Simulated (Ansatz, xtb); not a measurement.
## Relative energy of two isomers of GaGeH3N

We compare a, `[Ga][NH][GeH2]`, a doublet, with b, `[NH2][Ga][GeH]`, a doublet. Both are isolated molecules in the gas phase, relaxed with B3LYP/6-31G*; the shapes shown needn't be the lowest conformers.

a (Å):

```xyz
6

Ga   -3.0712    2.6840   -0.0813
Ge    0.1743    1.7943    0.2634
N    -1.6028    1.4497   -0.1674
H    -1.7617    0.4873   -0.4691
H     0.1333    3.2146    0.9282
H     0.6766    0.7585    1.3373
```

b (Å):

```xyz
6

Ga   -1.1910    1.9667    0.1755
Ge   -1.8028    4.1966   -0.6093
N    -0.9556    0.2881    0.9108
H    -0.2613    0.1308    1.6346
H    -1.0874   -0.5477    0.3497
H    -0.4124    4.0510   -1.4285
```

Quicker runs give these differences E(b) − E(a): GFN2-xTB +3.04 kJ/mol; HF/STO-3G +119.34 kJ/mol (at GFN2-xTB geometries); r2SCAN-D4/def2-SVP −28.51 kJ/mol (at GFN2-xTB geometries).

Task: Estimate which is lower in electronic energy at CCSD(T)/def2-SVP + ΔMP2/def2-TZVPP, and by roughly how much.

Result: Not settled: CCSD(T)/def2-SVP + ΔMP2/def2-TZVPP gives E(b) − E(a) = −7.51 kJ/mol, but this leans on the basis-set step: CCSD(T) alone gives −1.99 kJ/mol.

How the difference moves with the method:

```csv
level,geometry,E(b) − E(a) (kJ/mol),departure from the last row (kJ/mol),"job, with rough time for the two"
GFN2-xTB,GFN2-xTB,+3.04,+10.55,"optimisation, 0.19 s"
HF/STO-3G,GFN2-xTB,+119.34,+126.85,"single point, 18 s"
r2SCAN-D4/def2-SVP,GFN2-xTB,−28.51,−21.00,"single point, 5.3 s"
B3LYP/6-31G*,B3LYP/6-31G*,−14.97,−7.46,"optimisation, 92 s"
HF/def2-SVP,B3LYP/6-31G*,+13.54,+21.05,part of the CCSD(T) run
MP2/def2-SVP,B3LYP/6-31G*,−2.77,+4.74,part of the CCSD(T) run
CCSD(T)/def2-SVP,B3LYP/6-31G*,−1.99,+5.52,single point
CCSD(T)/def2-SVP + ΔMP2/def2-TZVPP,B3LYP/6-31G*,−7.51,,"single point, 67 s"
```

As drawn, b has 1 Ga–Ge, 1 N–H in place of 1 Ge–N, 1 Ge–H.

GFN2-xTB, HF/STO-3G, HF/def2-SVP put the two in the other order. CCSD(T)/def2-SVP finds them nearly level. The largest departure from CCSD(T)/def2-SVP + ΔMP2/def2-TZVPP is that of HF/STO-3G, 126.85 kJ/mol. The last row adds to CCSD(T) the change of the MP2 difference between the two basis sets, here −5.52 kJ/mol.

With harmonic frequencies from B3LYP/6-31G* (ideal gas, rigid rotor, one conformer each, 298.15 K, 1 atm): the zero-point term adds +5.38 kJ/mol; ΔH is +0.74 and ΔG −4.42 kJ/mol.

Open shells are spin-unrestricted, with notable spin contamination under HF/STO-3G. The correlated steps freeze 19 core orbitals; the filled d shell of Ga and Ge is correlated, in a basis made for valence electrons. Mirror images aren't counted in ΔG. Programs: Ansatz 0.2.0, xtb 6.7.1; the last row on 1 thread of Intel(R) Xeon(R) 6975P-C (Granite Rapids) on a shared host.

The near-balance is chemically reasonable: b gains a strong, polar N–H bond but pays for it by replacing a polar Ge–N bond with a weaker, more covalent Ga–Ge bond, and by losing a Ge–H bond. Both isomers keep a Ga–N link, so much of the stabilisation from nitrogen's electronegativity is common to them.

At fixed geometry and basis, electron correlation moves the difference from +13.54 kJ/mol in HF to −2.77 kJ/mol in MP2, favouring b. This probably reflects correlation in the Ga–Ge bond and the adjoining Ge lone pair. The small further change to CCSD(T) suggests that higher-order correlation matters less here than its inclusion at the MP2 level.

Vibration works against b, as expected when a stiff N–H stretch replaces a softer Ge–H one. The enthalpies are almost level, and the slight free-energy preference for b is entropic, probably from softer skeletal motions. Neither isomer is thereby shown to be the most stable arrangement of these atoms.
